\textbf{Student.} My notes on the TRAPATT (trapped-plasma avalanche-triggered transit) diode say that the avalanche crosses the layer faster than the saturation velocity. No carrier can do that, so what is moving?

\textbf{Lecturer.} A value of the field. Take the complementary Si $n^+pp^+$ diode in reverse bias: junction at $x=0$, uniform acceptor density $N$ up to the $p^+$ contact at $x=W$. The field $F$ points along $+x$; holes (density $p$, speed $v_p(F)$) drift to $+x$ and electrons ($n$, $v_n(F)$) to $-x$, and $q>0$. The premises are: one dimension; drift only; no recombination during a cycle; local ionisation coefficients $\alpha_n(F)$, $\alpha_p(F)$; a layer fully depleted at $t=0$; and a circuit that then imposes a constant current density $J$. The equations are
\begin{equation}
\varepsilon\,\partial_xF=q(p-n-N),
\label{poisson}
\end{equation}
\begin{equation}
\partial_tp+\partial_x(pv_p)=G,\qquad \partial_tn-\partial_x(nv_n)=G,\qquad G=\alpha_nnv_n+\alpha_ppv_p .
\label{cont}
\end{equation}
Differentiate \eqref{poisson} in time and insert the difference of the two continuity equations, in which $G$ cancels. This gives $\partial_x[\varepsilon\partial_tF+q(pv_p+nv_n)]=0$. The bracket is uniform, so it equals the terminal current:
\begin{equation}
J=q(pv_p+nv_n)+\varepsilon\,\partial_tF .
\label{total}
\end{equation}
Where carriers are negligible, \eqref{total} gives $\partial_tF=J/\varepsilon$ and \eqref{poisson} gives $\partial_xF=-g$ with $g=qN/\varepsilon$, so
\begin{equation}
F(x,t)=F(0,0)+\frac{Jt}{\varepsilon}-gx .
\label{ramp}
\end{equation}
A point of fixed field obeys $\partial_tF\,dt+\partial_xF\,dx=0$, hence
\begin{equation}
v_z=-\frac{\partial_tF}{\partial_xF}=\frac{J}{qN},\qquad t_f=\frac{W}{v_z}=\frac{qNW}{J}.
\label{vz}
\end{equation}
A tilted line that rises looks like a line sliding sideways. Each point reaches the ionising field in turn and multiplies the few seed carriers near it. Nothing material travels at $v_z$.

\textbf{Student.} That is geometry on an empty layer. Once the avalanche makes carriers, \eqref{ramp} is false. Why should the real front keep this speed?

\textbf{Lecturer.} Keep the carriers and look for a profile depending on $\xi=x-ut$ only, with $u$ unknown. Then $\varepsilon\partial_tF=-u\,\varepsilon F'=-uq(p-n-N)$ by \eqref{poisson}, and \eqref{total} becomes
\begin{equation}
J-qNu=q\,[\,n(u+v_n)-p(u-v_p)\,].
\label{balance}
\end{equation}
The left side is constant. Far ahead the right side is of the order of the seed density $p_0$, so $u=v_z$ up to a relative correction of order $p_0/N$. The empty region ahead fixes the speed. Dropping that correction, everywhere in the profile
\begin{equation}
n\,(v_z+v_n)=p\,(v_z-v_p)\equiv\Phi .
\label{flux}
\end{equation}
These are the two particle fluxes through the front in its own frame, equal because carriers are made in pairs. The left side is positive, so $v_z>v_p(F)$ at every field in the profile, the highest included. Writing $v_{ps}$ and $v_{ns}$ for the saturation velocities,
\begin{equation}
v_z>v_{ps}\quad\Longleftrightarrow\quad J>J_c=qNv_{ps}.
\label{cond}
\end{equation}

\textbf{Student.} My notes write a single $v_s$. Electrons are the faster carriers in Si. Should they not set the limit?

\textbf{Lecturer.} Only the carrier that runs with the front can outrun it. Here that is the hole; in a $p^+nn^+$ diode it is the electron. Electrons run against our front and enter \eqref{flux} as $v_z+v_n$, always positive. A second view confirms it. Suppose the avalanche stays at the junction and feeds a steady hole stream $p=J/qv_{ps}$ into the layer. By \eqref{poisson} the slope is $g(v_z/v_{ps}-1)$. Below $J_c$ it is negative, the maximum field stays at the junction, and the diode behaves as an IMPATT. Above $J_c$ the slope would reverse, and the ionising region cannot stay there.

\textbf{Student.} Grant the front. How much plasma does it leave?

\textbf{Lecturer.} Ionisation needs fields at which both velocities are saturated, so use $v_{ns},v_{ps}$ wherever $G\neq0$. Define the mobile space charge in units of $N$, using \eqref{flux}:
\begin{equation}
y=\frac{p-n}{N}=\frac{\Phi}{N}\,\frac{v_{ns}+v_{ps}}{(v_z-v_{ps})(v_z+v_{ns})}.
\label{ydef}
\end{equation}
In $\xi$ the hole equation of \eqref{cont} reads $[p(v_p-v_z)]'=G$, that is $\Phi'=-G$, and \eqref{flux} gives $G=\kappa\Phi$. Since $y\propto\Phi$,
\begin{equation}
y'=-\kappa y,\qquad F'=g(y-1),\qquad \kappa(F)=\frac{\alpha_nv_{ns}}{v_z+v_{ns}}+\frac{\alpha_pv_{ps}}{v_z-v_{ps}} .
\label{ode}
\end{equation}
Dividing, $\kappa\,dF=g\,(1/y-1)\,dy$. Integrate from the region ahead, where $\kappa$ is negligible and $y=y_0=(p_0/N)(v_{ns}+v_{ps})/(v_z+v_{ns})$, with $K(F)=\int_0^F\kappa\,dF'$:
\begin{equation}
\frac{K(F)}{g}=\ln\frac{y}{y_0}-(y-y_0).
\label{first}
\end{equation}
The field peaks where $F'=0$, at $y=1$, so $K(F_m)/g=\ln(1/y_0)-1+y_0$. Behind the peak $y>1$ and the field falls through the same values, so $K$ returns to a negligible value and
\begin{equation}
y_\infty-\ln y_\infty=y_0-\ln y_0 .
\label{yinf}
\end{equation}
The function $y-\ln y$ falls to its minimum at $y=1$ and then rises without bound, so there is exactly one root $y_\infty>1$.

\textbf{Student.} There is no $\alpha$ in \eqref{yinf}. An avalanche result without ionisation coefficients looks wrong.

\textbf{Lecturer.} They fix how high the field must climb, through $K(F_m)$. If ionisation is weaker the field overshoots further until the same gain is reached. The yield depends on the seed, and only logarithmically. For the same reason it matters little if the real seeds violate \eqref{flux}: the mismatch is the constant in \eqref{balance}, it is outgrown within a few e-foldings, and it changes $y_0$ by a factor of order one.

Now follow the field down. With $G=0$, $\Phi$ stays at $\Phi_\infty$, given by \eqref{ydef} with $y_\infty$, while the velocities leave saturation. The fall stops where $F'=0$, that is $p-n=N$. Call that field $F_T$ and the drift speeds $a=\mu_pF_T$, $b=\mu_nF_T$. Then $p_T=\Phi_\infty/(v_z-a)$, $n_T=\Phi_\infty/(v_z+b)$, and neutrality gives
\begin{equation}
a+b=\frac{N}{\Phi_\infty}(v_z-a)(v_z+b)\approx\frac{(v_{ns}+v_{ps})\,v_z^2}{y_\infty(v_z-v_{ps})(v_z+v_{ns})},
\label{trap}
\end{equation}
the last form for $a,b\ll v_z$. A dense plasma carries $J$ in a small field, so its carriers crawl. That is what trapped means.

\textbf{Student.} And the frequency?

\textbf{Lecturer.} The $n^+$ contact supplies no holes, so the plasma edge there retreats with the last holes, at speed $a$. The $p^+$ contact supplies no electrons, so that edge retreats at $b$. They meet after
\begin{equation}
\tau_{ex}=\frac{W}{a+b}=t_f\,\frac{\mu_nn_T+\mu_pp_T}{(\mu_n+\mu_p)N},
\label{tex}
\end{equation}
where the second form uses $J=q(\mu_nn_T+\mu_pp_T)F_T$, which is \eqref{total} in the steady plasma. The second edge starts $t_f$ late, which only adds time. In effect the circuit must remove a charge of about $qn_TW$ per area at rate $J$. If the current does not exceed $J$ during extraction, the period exceeds $\tau_{ex}$. Take $v_{ps}/2W$, the frequency at which the hole transit angle $\omega W/v_{ps}$ equals $\pi$, as the transit-time marker. Then
\begin{equation}
\frac{f}{v_{ps}/2W}<\frac{2(a+b)}{v_{ps}}\approx\frac{2(v_{ns}+v_{ps})}{y_\infty v_{ps}}\,\frac{v_z^2}{(v_z-v_{ps})(v_z+v_{ns})}.
\label{bound}
\end{equation}
Well above threshold the last factor tends to one and the bound is small because $y_\infty$ is large. Just above $J_c$ the plasma is thin, the bound is empty, and extraction does not set the frequency.

\textbf{Student.} Behind the retreating edges the field must rise again. Can it retrigger the avalanche too early?

\textbf{Lecturer.} It can. Each cleared region holds one carrier type at saturation and its profile moves with its edge, so \eqref{balance} applies. With $u=a$, $p=0$ it gives $n+N=N(v_z+v_{ns})/(v_{ns}+a)$; with $u=-b$, $n=0$ it gives $p-N=N(v_z-v_{ps})/(v_{ps}+b)$. Multiply by $q/\varepsilon$ and by the cleared widths. At the end of extraction, neglecting $F_T$,
\begin{equation}
F(0)=g\,\frac{v_z+v_{ns}}{v_{ns}+a}\,a\tau_{ex},\qquad F(W)=g\,\frac{v_z-v_{ps}}{v_{ps}+b}\,b\tau_{ex}.
\label{ends}
\end{equation}
Both must stay below the avalanche range for \eqref{tex} to hold.

\textbf{Student.} Numbers, please.

\textbf{Lecturer.} At 300 K take the compiled static dielectric constant 11.7 (Ioffe Institute). Assume a design $N=3\times10^{-6}$ nm$^{-3}$ ($3\times10^{15}$ cm$^{-3}$), $W=6000$ nm, a drive $J=0.10$ nA/nm$^2$ (10 kA/cm$^2$) and a seed $p_0=10^{-11}$ nm$^{-3}$, so $p_0/N\approx3\times10^{-6}$. As approximate typical inputs use $v_{ns}=100$ and $v_{ps}=80$ nm/ps, plasma mobilities $\mu_n=100$ and $\mu_p=40$ nm$^2$/(mV\,ps), and $\alpha_n=0.070\,e^{-123/F}$, $\alpha_p=0.067\,e^{-169/F}$ nm$^{-1}$ with $F$ in mV/nm. I carry unrounded values between steps.

Then $g=4.64\times10^{-3}$ mV/nm$^2$, $gW=27.8$ mV/nm, and punch-through needs $gW^2/2=83.5$ V. At that bias $\int\alpha_n\,dx=g^{-1}\int_0^{gW}\alpha_n\,dF=0.82$. Static breakdown requires $\int\alpha_ne^{-\int(\alpha_n-\alpha_p)dx'}dx=1$, and with $\alpha_n>\alpha_p$ this integral is below 0.82, so the layer depletes fully first, as premised. The threshold is $J_c=0.0385$ nA/nm$^2$. The drive gives $v_z=208$ nm/ps, or $2.60\,v_{ps}$, and $t_f=28.8$ ps. Further $y_0=1.95\times10^{-6}$, $y_\infty=15.9$, and $K(F_m)/g=12.1$ gives $F_m=54.9$ mV/nm. Solving the exact form of \eqref{trap}: $F_T=0.091$ mV/nm, $a=3.6$ and $b=9.1$ nm/ps, $n_T=16.1\,N=4.8\times10^{-5}$ nm$^{-3}$, $p_T=17.1\,N$, and only 0.5 V across the plasma. So $\tau_{ex}=16.3\,t_f=0.47$ ns (the approximate form of \eqref{trap} gives 16.8), and $f<2.1$ GHz against $v_{ps}/2W=6.7$ GHz, a ratio of 0.32, close to the large-current limit $4.5/y_\infty=0.28$. Equation \eqref{ends} gives 24 mV/nm at the junction and 29 mV/nm at the $p^+$ end, on the edge of the avalanche range. In a mirror-image $p^+nn^+$ layer with the same edge speeds the faster edge leaves the junction, and the junction field would be $g\,b\tau_{ex}(v_z+v_{ps})/(v_{ps}+b)=64$ mV/nm, above $F_m$. In this model the complementary doping order therefore tolerates this current through extraction far better.

\textbf{Student.} You print three figures on a guessed seed. What survives?

\textbf{Lecturer.} The extra figures only let you follow the arithmetic. Here is the range of validity. Equations \eqref{vz} and \eqref{cond} need a depleted, uniformly doped layer and an imposed current; their accuracy is that of $N$, $J$ and $v_{ps}$. For graded doping or varying drive the first form of \eqref{vz} gives the local contour speed $J(t)/qN(x)$. If part of the layer is undepleted, its holes carry at most $J_c$, the field builds up there too, and \eqref{ramp} fails in that part.

The plasma density is softer. A seed one hundred times smaller raises $y_\infty$ from 15.9 to 20.8. The front is also not thin. The first tenth of $K(F_m)$ is reached at 34.3 mV/nm, so the remaining gain occupies at least $(54.9-34.3)/g=4.4\times10^{3}$ nm of ramp, against $W=6000$ nm, and lasts 21 ps. In that time electrons arrive from $2.1\times10^{3}$ nm ahead and holes from $1.7\times10^{3}$ nm behind. Within such distances of the contacts those carriers are missing and the steady profile does not hold. The speed of the rising ramp is unaffected, since it needs only $n,p\ll N$, but I would trust $n_T$ and $\tau_{ex}$ only to about a factor of two.

Diffusion smears the plasma edges. With $k_BT=25.9$ meV, $D_a=2(k_BT/q)\mu_n\mu_p/(\mu_n+\mu_p)=1.5\times10^{3}$ nm$^2$/ps and $\sqrt{D_a\tau_{ex}}=0.8\times10^{3}$ nm, which leaves the charge budget intact. Local ionisation needs the dead space to be short: with a threshold near $1.5E_g$ and the compiled gap of 1.12 eV (Wing 2021), it is 31 nm at $F_m$, against a collapse length $F_m/[g(y_\infty-1)]=0.8\times10^{3}$ nm. Typical lifetimes of microseconds justify ignoring recombination. A continuum of seeds needs many of them: a diode $10^5$ nm square holds 600 at our $p_0$, and with far fewer the triggering becomes statistical and filamentary, outside a one-dimensional theory. Self-heating, which lowers velocities and ionisation rates, is also omitted.

\textbf{Student.} And would a real diode run at 2.1 GHz?

\textbf{Lecturer.} That number is the model's upper bound, not a property of the device. The period must also hold the sweep-out of the residual carriers, of order $W/v_{ps}=75$ ps, and the recharge and delay set by the circuit. Si TRAPATT diodes with layers several thousand nanometres thick typically oscillate near 1 GHz, so the bound lies high by roughly a factor of two. If one assumes that extraction fills half the period, the model's frequency is $1/2\tau_{ex}=1.1$ GHz, and that fraction is a circuit input which the derivation does not supply.